Question

One gigapascal is about ten thousand atmospheres, and pushing against it through one cubic ångström takes about 0.006 eV. With these two figures, pressure and energy in a crystal can be estimated on paper.

Al3Ru2 is a metallic compound with a tetragonal cell. A density functional calculation held this cell at several fixed volumes and let its shape and its atoms relax at each. Two of the results lie on either side of zero pressure:

V₁ = 13.057 Å³/atom, P₁ = 6.19 GPa, E₁ = −0.663 eV/atom
V₂ = 13.866 Å³/atom, P₂ = −5.23 GPa, E₂ = −0.664 eV/atom

A positive pressure means that the crystal is held compressed, a negative one that it is held stretched. The energy E is counted from the elements in their standard forms.

(a) Find the volume at which the pressure vanishes, and the stiffness there.
(b) Estimate pressure and energy at 11.846 and at 14.808 Å³/atom.
(c) Compare the rule with the full table, explain the sign of its errors, and say where it must not be used.

Model answer

(a) The stiffness against a change of volume is defined as

B = −V dP/dV

It can't be treated as constant, for the following reason. At zero pressure two large tendencies balance: bonding pulls the atoms together, and the repulsion of overlapping electron clouds pushes them apart. The repulsion changes much more steeply with distance. Compression therefore makes the crystal stiffer, and stretching makes it softer.

The simplest way to write this is to let the stiffness rise in proportion to the pressure:

B = B₀ + 4P

Here B₀ is the stiffness at zero pressure. The slope of 4 is a usual round value for solids and is assumed here, not adjusted to the data. Dividing B₀ by 4 gives a constant C, so that B = 4(P + C), and integration gives Murnaghan's equation:

(P + C) V⁴ = C V₀⁴, or P = C [(V₀/V)⁴ − 1]

An engineer will recognise the form. An ideal gas compressed without loss of heat obeys P V^γ = constant, with γ between 1 and 2. The crystal behaves like such a gas with an exponent of 4 and with its pressure counted from −C instead of from zero. The likeness ends there: a gas pushes because its molecules move, has no stiffness at zero pressure and can't be stretched, whereas the crystal in this calculation is at rest and holds together by itself.

The two given rows fix C and V₀. Writing the equation for each and dividing one by the other removes V₀:

q = (V₁/V₂)⁴ = (13.057/13.866)⁴ = 0.786
C = (q P₁ − P₂)/(1 − q) = (4.87 + 5.23)/0.214 ≈ 47.2 GPa
V₀ = V₁ (1 + P₁/C)^(1/4) = 13.057 × 1.0313 ≈ 13.47 Å³/atom
B₀ = 4C ≈ 189 GPa

A fourth power is two squarings and a fourth root is two square roots, so a pocket calculator or a patient hand is enough. The result is easy to keep in mind: near zero pressure, one percent of volume is worth about 2 GPa.

(b) The smaller volume is worked in full. It was not used to fix the constants. The crystal is squeezed by about 12 percent from V₀, and the pressure follows at once (here and below, more digits are carried along than are printed):

V₀/V = 13.47/11.846 ≈ 1.137, fourth power ≈ 1.669
P = 47.2 × (1.669 − 1) ≈ 31.6 GPa

The energy is the work done against the pressure on the way from V₀. Integrating −P dV, with u = V₀/V, gives

E = E₀ + (C V₀/160) [(u³ − 1)/3 + 1/u − 1]

The divisor 160 turns GPa·Å³ into eV, and the factor in front of the bracket is 3.97 eV/atom. The energy E₀ at the minimum also comes from the two given rows. For them the formula gives 0.008 and 0.007 eV/atom above the minimum, and subtracting these from E₁ and E₂ leads in both cases to E₀ ≈ −0.671 eV/atom. At the smaller volume the bracket is

(1.469 − 1)/3 + 0.880 − 1 ≈ 0.036

and therefore

E = −0.671 + 3.97 × 0.036 ≈ −0.528 eV/atom

The larger volume, also unused so far, goes the same way. Here V₀/V is 0.909 and its fourth power 0.684, while the energy bracket is 0.017:

P = 47.2 × (0.684 − 1) ≈ −14.9 GPa
E = −0.671 + 3.97 × 0.017 ≈ −0.603 eV/atom

(c) The full table can now be opened.

Al3Ru2 (I4/mmm), relaxed in shape and atomic positions at fixed volumes with Ansatz 0.2.0: PBEsol, PAW, scalar-relativistic, no spin polarisation, 420 eV plane-wave cutoff, 16×16×16 k mesh, 0.1 eV Gaussian smearing, force tolerance 0.01 eV/Å. Energies are taken at zero smearing, relative to the elements in their standard forms; positive pressure means compression.

```
volume (relaxed cell) (Å³/atom)  c/a (relaxed cell)  shortest distance (relaxed cell) (Å)  energy over elements (eV/atom)  pressure (GPa)
                         11.846              4.6051                                 2.423                          -0.526           32.20
                         12.250              4.6094                                 2.446                          -0.594           22.08
                         12.653              4.6157                                 2.469                          -0.639           13.48
                         13.057              4.6239                                 2.489                          -0.663            6.19
                         13.866              4.6526                                 2.529                          -0.664           -5.23
                         14.269              4.6729                                 2.546                          -0.645           -9.64
                         14.808              4.7117                                 2.567                          -0.604          -14.36
```

The computed pressures at the two worked volumes are 32.20 and −14.36 GPa. In both cases the rule is about 0.6 GPa too low, which is 2 percent of the pressure at the small volume and 4 percent at the large one. The three remaining rows are met more closely. The energies agree with the table to within 2 meV/atom in every row.

The sign of the errors has a single origin. The rule gives too low a pressure in all five rows that did not fix it, because over the table as a whole the computed stiffness depends on pressure somewhat more strongly than assumed. Under compression the computed crystal hardens faster than the rule, so it pushes back harder. Under stretching it softens faster, so it pulls back less.

The rule should be used only within the range of the table, from about 12 percent below V₀ to about 10 percent above it. Under much stronger compression it is expected to give too high a pressure in the end, because the slope of stiffness with pressure generally falls as a solid is squeezed, while the rule holds it at 4. The rule also fails under large expansion, where its pressure sinks towards −C and stays there while its energy climbs without end. A real crystal reaches a greatest tension and then comes apart. The 47 GPa is thus a constant of the formula and not the strength of the material.

Remarks on the reasoning

A tempting wrong answer draws a straight line through the two given pressures. It looks harmless, since the line is right at both points, but at the smallest volume it falls short by 8.9 GPa out of 32.20. At the largest volume it overstates the tension by 4.2 GPa. A straight line makes the stiffness B rise in proportion to the volume, whereas the computed one falls on expansion. The fourth power removes most of the error without a further adjustable constant.

The change of stiffness can be read from the table itself. Divide the fall in pressure between two neighbouring rows by the rise in the natural logarithm of the volume. The result drops at every step of expansion, from about 300 GPa between the two smallest volumes to just under 130 GPa between the two largest. That the crystal softens is therefore a finding of the calculation. That steep repulsion is the reason is standard physics, which these data do not separate from the bonding.

The same stiffnesses show how good the assumed slope is. Comparing the outermost intervals with the middle one gives a slope of 4.2 on the compressed side and 5.0 on the stretched side. No single whole number serves both. A candidate who repeats the estimate with a fifth power finds it 1.6 GPa too high at the smallest volume but almost exact at the largest.

This suggests a useful habit: work the estimate with both exponents. In this table the computed pressure lies between the two answers at four of the five test volumes. At the largest it coincides with the fifth power to within the rounding of the table, so under still stronger tension it may well fall outside the pair. The gap between the answers widens outwards from the two given rows and so warns the reader when the rule is being stretched. It is a guide drawn from one compound, not a guaranteed error bar.

The good energies deserve a sober reading. In such a calculation the pressure is the slope of the energy curve, so a rule that follows the pressures must also follow the energies. The agreement shows that the two columns fit together. It is neither a second test of the formula nor a proof of the mechanism.

The two nearly equal energies in the question are a trap. They might suggest that the energy hardly depends on volume in this region, but the pressures have opposite signs, so the two points lie on opposite walls of one valley. The valley is also lopsided. The 12 percent squeeze costs about twice as much energy as the 10 percent stretch, whereas a symmetric parabola would make the ratio only (12/10)², or about 1.4.

A further mistake is to turn volumes into bond lengths by taking a cube root. Between the smallest and the largest volume, uniform scaling would lengthen every distance by 7.7 percent, but the shortest distance grows by only 5.9 percent. The cell changes its proportions as it expands, and c/a rises by 2.3 percent. That alone is not enough: the edge a grows by 6.9 percent and c by 9.4 percent, both more than the shortest distance, so the atoms must also shift within the cell. The stiffness found in part (a) thus belongs to a crystal under equal pressure from all sides and free to adjust its shape; it is not the stiffness against a pull along one axis.

For a process engineer, the missing temperature matters. The calculation describes atoms at rest, so V₀ contains neither thermal expansion nor zero-point motion, and a density needed at working temperature requires a correction that this rule does not supply. The functional also brings an error of its own into V₀ and B₀, which a comparison with measurement would have to show. For the specialist, the stretched rows call for the most care: magnetic moments were excluded and the symmetry of the crystal was kept, so a state of lower energy under tension has not been ruled out.

To carry the method to a neighbouring compound, keep the form and replace the constants. Two computed pressures on either side of zero give the new V₀ and B₀. The lopsidedness should keep its direction, because in ordinary solids repulsion is steeper than attraction, while the size of the pressures follows B₀. How close the exponent comes to 4 must be checked with a third volume.
